Q: I want to know at what photon energy a film of boron arsenide starts to absorb, and where its conduction electrons sit. I have been given this table of levels. How do I read it?

Kohn–Sham levels of zinc-blende BAs at points of an 8×8×8 k mesh, calculated with ABINIT 10.8.3 in the LDA without spin–orbit coupling, using PseudoDojo NC SR LDA v0.4.1 standard pseudopotentials and a plane-wave cutoff of 1088.46 eV. Levels are numbered outwards from the gap, and their energies are counted from the valence top.

| point a (reciprocal cell vector) | point b (reciprocal cell vector) | point c (reciprocal cell vector) | level under 4 (eV) | level under 3 (eV) | level under 2 (eV) | level under 1 (eV) | level over 1 (eV) | level over 2 (eV) |
| --- | --- | --- | --- | --- | --- | --- | --- | --- |
| 0.0000 | 0.0000 | 0.0000 | -15.652 | 0.000 | 0.000 | 0.000 | 3.302 | 3.302 |
| 0.5000 | 0.0000 | 0.0000 | -12.703 | -8.952 | -1.863 | -1.863 | 2.850 | 4.813 |
| -0.2500 | 0.2500 | 0.0000 | -13.074 | -6.702 | -5.227 | -2.016 | 3.547 | 6.196 |
| 0.3750 | 0.3750 | 0.0000 | -12.688 | -6.849 | -3.826 | -3.826 | 1.132 | 2.500 |
| -0.3750 | 0.3750 | 0.0000 | -11.422 | -8.169 | -6.147 | -3.577 | 1.996 | 5.570 |
| -0.3750 | 0.5000 | 0.1250 | -11.308 | -8.352 | -4.953 | -4.843 | 2.884 | 2.945 |
| -0.2500 | 0.5000 | 0.2500 | -11.219 | -8.054 | -5.667 | -5.367 | 5.225 | 6.024 |

A: Each row is one wave vector k, which says how the phase of an electron wave changes from cell to cell. Points a, b and c are its components along the reciprocal cell vectors. Counted from the top as level points 1 to 7, the rows are Γ (no phase change), L, a point two thirds of the way from Γ to K, a point three quarters of the way from Γ to X, K itself, a point midway between X and W, and W. They are samples from different directions, so they don't form one continuous curve.

"Level under 1" is the highest filled level at that k, and "level over 1" is the lowest empty one. The higher numbers lead away from the gap on either side. All energies are counted from the top of the filled levels.

Q: Then where are the two edges of the gap?

A: The highest filled level is at Γ, and the lowest empty level is at level point 4, on the way to X, at 1.132 eV. The gap is therefore indirect. A photon carries almost no wave vector, so on its own it can only lift an electron vertically, within one row. The smallest vertical step is at Γ and costs 3.302 eV, nearly three times the indirect gap.

For your film this means weak absorption from the indirect gap upwards, with lattice vibrations supplying the change of k, and strong absorption only from the vertical gap. Electrons from doping gather in the valleys towards X. The energies themselves need care, because LDA makes gaps too small: the measured indirect gap is roughly 2 eV, a recalled value. The true minimum is expected between mesh points, so the LDA gap is probably slightly smaller than the one printed. Spin-orbit coupling, left out here, would split the threefold top at Γ and narrow both gaps a little. The atoms were also held still in the calculation, whereas their vibrations usually narrow gaps somewhat further. The mesh and cutoff are ordinary working choices, so the last digits shouldn't be taken as converged.

Q: Why don't both edges sit at the same k?

A: Start with electrons that hardly feel the atoms. In a crystal, a wave with wave vector k can mix with every wave k + G, where G is a reciprocal lattice vector. If the atoms are ignored, each of these waves has the energy

E = (ħ²/2m) |k + G|²,

with m the electron mass. BAs has eight bonding electrons per cell, two to a level, so they fill four levels. The 3d electrons of arsenic lie deeper and are left out here. The gap lies between the fourth and the fifth level, and those are the two to follow from point to point.

At five of the seven points, the fourth and fifth free waves have exactly the same energy. Only the atoms can then open a gap. They mix the waves into combinations that pile up charge in the bonds, which are filled, and combinations with nodes there, which stay empty. A chemist would call them bonding and antibonding.

The gap thus opens around a common energy, and that energy depends on k. Where it is high, both edges tend to be high; where it is low, both tend to be low. The filled top is then expected where the common energy is highest, and the empty bottom where it is lowest. Unless the width of the gap varies enough to undo this, the gap is indirect.

Q: Can you show me that the common energy really is lower towards X?

A: Measure wave vectors in units of 2π/a along the cubic axes, where a = 4.732 Å is the lattice constant of this calculation. One unit of |k + G|² is then worth 6.717 eV. At Γ the lowest wave has energy zero, and the next eight, of the type (±1, ±1, ±1), all have |k + G|² = 3. The fourth and fifth levels both belong to that group, at 20.15 eV.

Level point 4 is k = (0, 0, ¾). The lowest wave there has |k + G|² = (¾)², and the second, (0, 0, −5/4), has (5/4)². Next come four waves of the type (±1, ±1, −¼), each with 1 + 1 + 1/16, or about 2.06. They supply the third to the sixth level, at 13.85 eV.

The common energy has fallen by 20.15 − 13.85 = 6.30 eV. The reason is geometric: moving k towards X shortens one component of these waves and leaves the other two alone. No measured or computed level has entered the estimate, only the lattice constant and the number of electrons.

Q: And what does the real calculation give for that fall?

A: About half of it. Take the centre of the gap at each k, midway between the highest filled and the lowest empty level. From Γ to level point 4 it falls by 2.998 eV. Meanwhile half the vertical gap grows by 0.828 eV, which pushes the empty level back up. The empty level therefore ends −2.998 + 0.828 = −2.170 eV from its position at Γ.

This split is only bookkeeping, but it shows which of the two parts makes the gap indirect. The centre probably falls because the underlying waves have less kinetic energy, and the gap widens because the atoms mix them differently. Towards X the fall wins.

Q: Level point 3 seems to spoil this. It is also away from Γ, yet its lowest empty level is higher than the one at Γ.

A: There the same balance tips the other way. The centre of the gap falls by only 0.886 eV, while half the gap widens by 1.131 eV. The lowest empty level consequently rises by about a quarter of an electronvolt. The free waves alone would let the centre fall by 3.36 eV, so they do much worse here than at level point 4. Mixing with waves of other energies may hold the centre up, but the table can't show that.

The wide gap probably comes from which waves coincide. At level point 3 just two waves share the common energy. They differ by a G of the type (2, 2, 0), so direct mixing drives one down and the other up. At Γ the same kind of mixing, with nearly alike atoms, is expected to leave the three filled and the three empty p-like levels together. The gap there has to come from waves outside the group and from the difference between the two atoms.

Most of the vertical gaps at these five points fit this idea. Both points with two waves, level point 3 and K, have gaps close to 5.57 eV. At level point 4 the four waves are expected to split into two pairs by a similar amount. The filled pair is degenerate and the mean of the empty pair lies 5.642 eV above it, while the lower member alone gives the gap of 4.958 eV. At Γ, where direct mixing is expected to do least, the gap is only 3.302 eV.

L doesn't fit so simply. Six waves coincide there, and some of them differ by a G of the type (1, 1, 1), for which the atoms' potential is normally strongest. Direct mixing should therefore drive a filled pair and an empty pair far apart. The second empty level, which probably belongs to that empty pair, does lie 6.676 eV above the filled pair. But a single level comes in between and cuts the gap to 4.713 eV, and the number of coinciding waves doesn't tell you where that level will fall. The share of the outside waves hasn't been separated, so this remains a plausible reading.

Q: At level points 6 and 7 the vertical gap is far larger still. Do the atoms act more strongly there?

A: They needn't. At these two points the fourth and fifth free waves are already apart, so much of the gap exists before the atoms do anything. The free waves alone give 6.7 eV at level point 6 and 13.4 eV at W. The calculation gives 7.7 and 10.6 eV.

At W the atoms even narrow the gap. The four lowest free waves coincide there, and mixing spreads them, which lifts the uppermost of the four. The next group spreads too, and its lowest member comes down. Repulsion between the two groups works against this, but at W it doesn't make up for the spreading.

Q: How far would you trust free waves in a crystal with strong covalent bonds?

A: For the order of the highest filled level, quite far; for the lowest empty one, less so. The ranges of energy come out about twice too large. The fourth free wave puts the highest filled level in the right order at all seven points. The fifth finds the two lowest empty levels, at level point 4 and K, and the highest, at W. It misplaces Γ, L and level point 3. The worst case is level point 3, which it puts third from the bottom instead of sixth: the centre of the gap falls too little there, and the gap widens as well.

The computed highest filled level varies by 5.4 eV over these points, and the fourth free wave by 11.8 eV. For the lowest empty level the ranges are 4.1 and 8.0 eV. Strong mixing is the likely reason: each real level is built from many waves, so its energy can't follow any single one. The correct order thus reflects the geometry of the lattice and is no sign that the atoms act weakly.

Q: Is there anything else in the table that this picture gets plainly wrong?

A: Yes, the pairs at level point 6. If both atoms were alike, as in diamond, the levels there would coincide exactly in twos. In BAs the lowest filled pair is split by 2.956 eV, the upper filled pair by 0.110 eV and the empty pair by 0.061 eV. In the simplest wave picture, the two partners in each pair differ by the same kind of G, so all three splittings should be equal.

Atomic orbitals explain the contrast better. The lowest pair carries most of the s character, and the 4s level of arsenic lies several electronvolts below the 2s level of boron. The lower partner is expected to be mainly arsenic s, while the upper one combines boron s with arsenic p. The upper filled pair is made of p orbitals, whose energies on the two atoms are closer. Symmetry also keeps that pair together at X, so midway to W it has only begun to separate.

Q: Does the small splitting of the empty pair matter for my conduction electrons?

A: It helps to explain where their valley lies. The free-wave energy would go on falling all the way to X. Yet X belongs to the mesh of this calculation, and the lowest empty level on the whole mesh is the one at level point 4. The real level must therefore turn upwards before X.

In diamond, the two lowest empty levels meet at X with opposite slopes. The lower one has to rise to the meeting point, so its minimum comes earlier. Unlike atoms can separate the two levels and flatten the turn. In BAs the minimum survives, so this separation is probably modest. The nearly equal pair at level point 6 fits that but doesn't show it: the same pair is 0.799 eV apart at W, the two levels may simply cross near level point 6, and X itself isn't in the table.

Q: If I meet another crystal of this structure with eight bonding electrons, what should I look at first?

A: Look at the lowest empty level at Γ. In BAs the first two empty levels there are equal, which marks them as members of a p-like antibonding set. If you find a single level instead, it is s-like, and with heavier atoms it can drop far enough to make the gap direct, as in gallium arsenide. If the p-like set is lowest, compare the fall of the gap's centre towards X with the growth of half the vertical gap. When the fall is larger, the empty level towards X lies below the one at Γ, and the gap is indirect if the filled top is at Γ. Check L and the other points too before you decide where the electrons sit.
